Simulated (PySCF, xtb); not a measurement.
## Relative energy of two isomers of CH5BN−

Structure X: `[H]/N=C\[BH3-]`, a singlet. Structure Y: `C=[BH-]N`, a singlet. Both are isolated ions in the gas phase, relaxed with PBE0-D4/def2-SVPD; the shapes shown needn't be the lowest conformers.

X (Å):

```yaml
atoms:
  - { symbol: C, position_ang: [-1.5018, 1.4723, 0.9008] }
  - { symbol: B, position_ang: [-0.0644, 0.9102, 1.3303] }
  - { symbol: N, position_ang: [-2.1056, 1.4344, -0.2354] }
  - { symbol: H, position_ang: [0.6264, 1.8531, 1.7626] }
  - { symbol: H, position_ang: [0.4990, 0.3626, 0.3632] }
  - { symbol: H, position_ang: [-0.2092, 0.1017, 2.2676] }
  - { symbol: H, position_ang: [-2.1036, 1.9850, 1.6888] }
  - { symbol: H, position_ang: [-1.4842, 0.9493, -0.8943] }
```

Y (Å):

```xyz
8

C     1.0514    0.0635   -0.9660
B     0.4294    0.0944    0.3598
N    -0.9643    0.5331    0.6515
H     0.5263    0.3373   -1.8975
H     1.0468   -0.2280    1.3860
H    -1.5902    0.5678   -0.1460
H     2.1030   -0.2097   -1.1281
H    -1.4298    0.0907    1.4338
```

Energies in hartree; the thermal terms are from PBE0-D4/def2-SVPD harmonic frequencies (ideal gas, rigid rotor, one conformer each, 298.15 K, 1 atm) and include the zero-point energy:

```
                               X           Y
E, CCSD(T)/def2-SVPD  −120.297713  −120.309330
    E, MP2/def2-SVPD  −120.242424  −120.259160
  E, MP2/def2-TZVPPD  −120.449692  −120.468584
   zero-point energy     0.058719     0.061417
        H(298 K) − E     0.063877     0.066844
        G(298 K) − E     0.033601     0.036330
```

Question: Correct the CCSD(T) difference for the basis set by the MP2 change, then work out ΔE, ΔE₀, ΔH and ΔG for X → Y in kJ/mol (1 Eh = 2625.50 kJ/mol) and the equilibrium ratio [Y]/[X].

Answer: 1. Differences Y − X: CCSD(T) −0.011617, MP2 in the small set −0.016736, MP2 in the large set −0.018892 Eh.
2. ΔE = −0.011617 + (−0.018892 − (−0.016736)) = −0.013773 Eh = −36.16 kJ/mol.
3. ΔE₀ = ΔE + ΔZPE = −0.013773 + (+0.002698) Eh = −29.08 kJ/mol.
4. ΔH = ΔE + (+0.002967) Eh = −28.37 kJ/mol.
5. ΔG = ΔE + (+0.002729) Eh = −29.00 kJ/mol, so ΔS = (ΔH − ΔG)/T = +2.1 J/(mol K).
6. kT = 0.9442 mEh, so K = [Y]/[X] = exp(−ΔG/kT) = exp(+11.70) ≈ 1.2 × 10^5.

Structure Y is favoured at this temperature. An error of 4 kJ/mol in ΔG would change K by a factor of 5. GFN2-xTB, HF/STO-3G gave ΔE the other sign. Mirror images and further conformers aren't counted.

As drawn, Y has 1 C=B, 1 B–N, 1 C–H, 1 N–H in place of 1 C=N, 1 C–B, 2 B–H.

Other levels gave ΔE = +80.0 (GFN2-xTB); +60.7 (HF/STO-3G, GFN2-xTB geometries); −31.2 (r2SCAN-D4/def2-SVPD, GFN2-xTB geometries); −32.9 (PBE0-D4/def2-SVPD); −34.4 (HF/def2-SVPD); −43.9 (MP2/def2-SVPD); −30.5 (CCSD(T)/def2-SVPD) kJ/mol. The correlated steps freeze 3 core orbitals. Programs: PySCF 2.14.0, xtb 6.7.1.

The aminoborataalkene Y lies well below the iminoborate X, and the preference is mainly electronic. The two ions are isoelectronic with vinylamine and ethanimine, where the imine is the more stable, so boron reverses the familiar order. X keeps the strong C=N π bond, but Y gains a strong, polar B–N σ bond and exchanges two hydridic B–H bonds for C–H and N–H. Its carbanionic lone pair is also delocalised into the boron p orbital, which probably offsets much of the lost C=N π bonding. That orbital is then less available to nitrogen, consistent with the pyramidal amino group in Y. The stiffer C–H and N–H stretches raise the zero-point energy of Y and trim its advantage, while entropy hardly matters. Hartree–Fock already favours Y in the larger basis, so the sign doesn't depend on correlation; the minimal basis probably fails because it describes the anionic charge too rigidly. The equilibrium ratio says nothing about the rate of interconversion, which requires the C–N link to be broken.
